**Question: Is zero pressure the equilibrium of my MoS₂ cell?**

I computed bulk MoS₂ at nine volumes, changing all cell edges by the same percentage. The mean pressure falls smoothly and changes sign between 18.072 and 18.619 Å³/atom.

Ansatz 0.2.0, r2SCAN with spin–orbit coupling for bulk MoS₂ (PAW, plane-wave cutoff 500 eV, 12×12×2 k mesh, Fermi–Dirac smearing of 0.02 eV). All cell edges are scaled equally, and the atoms are held at positions relaxed with r2SCAN+rVV10. Pressure and stress are positive in compression; x lies in the plane of the sheets and z along c.

```
volume (Å³/atom)     c/a  shortest distance (Å)  pressure (GPa)  stress xx (GPa)  stress zz (GPa)
          15.989  3.9193                  2.370          13.200           16.640            6.320
          16.494  3.9193                  2.379           9.570           12.120            4.470
          17.009  3.9192                  2.387           6.390            8.080            3.020
          17.535  3.9192                  2.395           3.620            4.460            1.920
          18.072  3.9193                  2.403           1.160            1.210            1.060
          18.619  3.9192                  2.412          -0.970           -1.690            0.470
          19.178  3.9192                  2.420          -2.890           -4.320           -0.020
          19.748  3.9193                  2.429          -4.560           -6.670           -0.340
          20.328  3.9193                  2.438          -6.020           -8.770           -0.540
```

I would like to take the zero crossing as the equilibrium volume and the slope as the bulk modulus. Two things bother me. The stresses xx and zz are very different, although I thought of this as hydrostatic compression. Also, the energy minimum doesn't quite fall where the pressure vanishes. Is something wrong with the calculation, or with how I read it?

**Answer**

Three sizes are worth remembering for this series. Near the unstrained cell, an equal stretch of all edges changes the stress in the plane about four times as much as the stress along c. The leftover stress in that cell, a little over 1 GPa, takes only 0.4% of edge strain to remove in the plane. Along c it takes about 2% of the same equal stretch, because the response there is softer and weakens further as the cell grows. And the pressure from the stress differs from the pressure from the energy curve by 0.2–0.3 GPa.

The zero crossing is not an equilibrium. Positive stress means that the cell pushes outwards, and the mean pressure is (2 × stress xx + stress zz)/3. Interpolation puts its zero at 18.37 Å³/atom, where the in-plane stress is −0.37 GPa and the stress along c is +0.74 GPa. The sheets want to shrink sideways while the stack wants to grow taller, and the average cancels the two.

The pressure curve alone cannot warn you, because it is smooth. So is the energy: a third-order Birch–Murnaghan curve, fitted to all nine energies, follows them to within 0.3 meV per cell. A good fit shows that the energy varies smoothly along your chosen path. It does not show that the path passes through a cell at rest. The warning is in the separate stresses, which vanish at 18.30 Å³/atom in the plane and only at 19.16 along c.

**Why equal strain gives unequal stress**

Each sheet is a layer of Mo between two layers of S, held together by strong bonds. Neighbouring sheets are held together only weakly. From the smallest to the largest cell the edges grow by 8%, but the gap between sheets opens by 23% and each sheet becomes 4% thinner. The gap takes up the stretch along c, while in-plane stretch has to deform the bonded sheet. Even there the sheet gives way partly by flattening, so that the Mo–S bonds lengthen by only 3%.

Two springs of different stiffness describe the consequence. Near the unstrained cell, at 18.072 Å³/atom, stress xx changes by 308 GPa per unit of edge strain and stress zz by 72.5 GPa. These are slopes along your equal-strain path, not elastic constants. Dividing the stresses of that cell by them gives the equal stretch of all edges needed to release each one:

in plane: 1.21 / 308 = 0.4%

along c: 1.06 / 72.5 = 1.5%

Interpolation in the table gives 0.4% and 2.0%. The straight-line estimate works for the stiff direction and falls short for the soft one, because the stress along c flattens as the gap opens. It drops by 1.85 GPa between the two smallest cells, but by only 0.20 GPa between the two largest. The same reasoning applies to other crystals made of stiff sheets with soft gaps: if the shape is held fixed at a c/a that is not the resting one for the functional in use, the two directions come to rest at different volumes. In a cubic crystal symmetry makes the three normal stresses equal, and the mean is enough.

The bulk modulus suffers from the same restriction. The slope near the unstrained cell gives 77 GPa, but for fixed c/a. Under a real liquid or gas pressure the crystal would choose its own shape at each volume. In the unstrained cell the two stresses are almost equal, so the fixed shape is nearly right and freeing it would gain little energy. Further away the gain should grow, which flattens the energy curve. With the same functional, the hydrostatic modulus is therefore expected to be lower; finding out by how much takes cells with other values of c/a. Including dispersion would change the modulus again.

**Why the unstrained cell is under stress at all**

The unstrained cell pushes outwards by a little over 1 GPa in both directions. Its structure was relaxed with r2SCAN+rVV10, which includes the long-range dispersion attraction, whereas the stresses come from r2SCAN without that term. Removing an attraction leaves a net push outwards, so the sign is what theory leads you to expect. The argument assumes that the cell was nearly free of stress with rVV10 and that nothing else of weight, such as spin–orbit coupling or the basis, differed in the relaxation. No stress from that run is available to confirm it.

Don't read the zero of stress zz as the layer spacing that plain r2SCAN prefers. At that volume the sheets are under more than 4 GPa of in-plane tension. A stretched sheet is also a thinner one, so the gap there is not that of a relaxed crystal. The atoms also carry leftover forces, which are expected to bias stress zz by an amount estimated below.

**Why energy and stress disagree**

Interpolating the pressure from the fitted energy curve puts its minimum near 18.43 Å³/atom, slightly beyond the zero of the mean pressure. In every row the pressure from its slope is higher than the pressure from the stress. The two quantities answer different questions. The stress asks how the energy changes when every atom moves in proportion to the cell, while your energies also contain the shift of the S atoms within the cell as each sheet flattens.

That shift costs or releases no energy, to first order, if the forces on the atoms are zero. Here they are not, because the atoms were relaxed with the other functional. With F the force on an atom, V the cell volume and dz the atom's movement relative to the stretching cell,

P(energy) = P(stress) + sum of F × dz/dV

The cell at 18.619 Å³/atom can be worked by hand from its two neighbours. Between them c grows by 2.0%, so a sheet that simply followed the cell would thicken from 3.110 to 3.172 Å. It actually thins to 3.076 Å, which is 0.096 Å less, or 0.048 Å for each S layer. The force on each S atom is 0.048 eV/Å, there are four S atoms, and the volume of the six-atom cell grows by 6 × (19.178 − 18.072) = 6.64 Å³:

4 × 0.048 eV/Å × 0.048 Å / 6.64 Å³ = 0.0014 eV/Å³ ≈ 0.22 GPa

The energy curve and the stress differ by 0.21 GPa in that row. Forces are available for three of the nine cells, and in all three the estimate agrees with the difference to about 0.01 GPa. The size of the estimate was not adjusted to match the difference; it follows from the forces and the geometry. The printed output below gives the comparison row by row, using the average rate of thinning over all nine cells.

One step remains an inference. The forces have a known size, but the data do not show whether they point towards Mo or away from it. I took them to point towards Mo. That is the expected direction if losing the attraction from the neighbouring sheet matters more than losing the dispersion attraction within the sheet, and the agreement supports the choice. A finite plane-wave basis can produce a mismatch of the same sign, so a contribution from it, offset by some other error, can't be ruled out without a run at a higher cutoff.

The same forces are expected to bias the separate stresses, and stress zz most. If they point towards Mo and the sheet is nearly rigid along c, relaxing the S atoms with r2SCAN should raise stress zz by about 4 × F × (half the sheet thickness) / V. At 18.619 Å³/atom that is 4 × 0.048 × (3.095/2) / (6 × 18.619) = 0.0027 eV/Å³ ≈ 0.4 GPa, nearly as much as stress zz itself in that row. The zero at 19.16 Å³/atom would then move to a clearly larger volume, and much of the small tension along c in the largest cells would go. The mismatch between the two directions would grow, not shrink.

**What to do with the data**

So the stresses can be correct for these fixed atoms while the label "hydrostatic" is wrong. Keep the series as a record of how MoS₂ responds at fixed shape. For an equilibrium volume or a bulk modulus, relax the atoms and c/a at each volume with the same functional that supplies the energy and the stress, and include dispersion.

Before you trust any pressure–volume curve of a layered crystal, make two comparisons. Compare the stress in the plane with the stress along c: if they differ, the shape is not that of a crystal under uniform pressure. Then compare the mean pressure with the slope of the energy. The two should match if all edges were scaled equally, as here, or if the stress is the same in all directions. If they still differ, look at the forces on the atoms first, and at the basis next.

Printed output of the fit:

```
fit of en on 9 rows: constant -0.6501 +/- 0.00011, coefficient of z 1.436 +/- 0.0035, coefficient of z2 56.99 +/- 0.031, coefficient of z3 -0.1924 +/- 0.69; rms 0.000156, worst 16.494 0.000266, leave-one-out rms 0.000553
Geometry and two routes to pressure:
     row  gap between S planes (A)  layer thickness (A)  pressure from energy (GPa)  energy minus stress pressure (GPa)  force estimate (GPa; 0 = no force printed)
  15.989                     2.792                3.177                       13.45                              0.2451                                           0
  16.494                     2.868                3.164                       9.858                              0.2881                                      0.2837
  17.009                     2.947                3.146                       6.686                              0.2962                                           0
  17.535                     3.027                3.128                       3.885                              0.2649                                           0
  18.072                     3.108                 3.11                       1.415                              0.2549                                           0
  18.619                     3.185                3.095                      -0.759                               0.211                                      0.2242
  19.178                     3.267                3.076                      -2.668                              0.2216                                           0
  19.748                     3.345                3.059                      -4.341                              0.2189                                       0.214
  20.328                     3.424                3.042                      -5.802                              0.2176                                           0
Largest miss of force estimate on rows with forces (GPa): 0.01329
Volumes of zero in-plane stress, mean pressure, stress along c (A^3/atom): 18.3, 18.37, 19.16
Volume of energy minimum on this path (A^3/atom): 18.43
In-plane stress and stress along c at zero mean pressure (GPa): -0.3693, 0.7387
Edge strain from unstrained cell to zero in-plane stress and zero stress along c (%): 0.4192, 1.959
Stress change per unit edge strain, in plane and along c (GPa), and their ratio: 307.6, 72.52, 4.241
Bulk modulus at fixed c/a near unstrained cell (GPa): 76.52
Change from smallest to largest cell of edge, gap, layer thickness, Mo-S distance (%): 8.332, 22.65, -4.249, 2.869
```
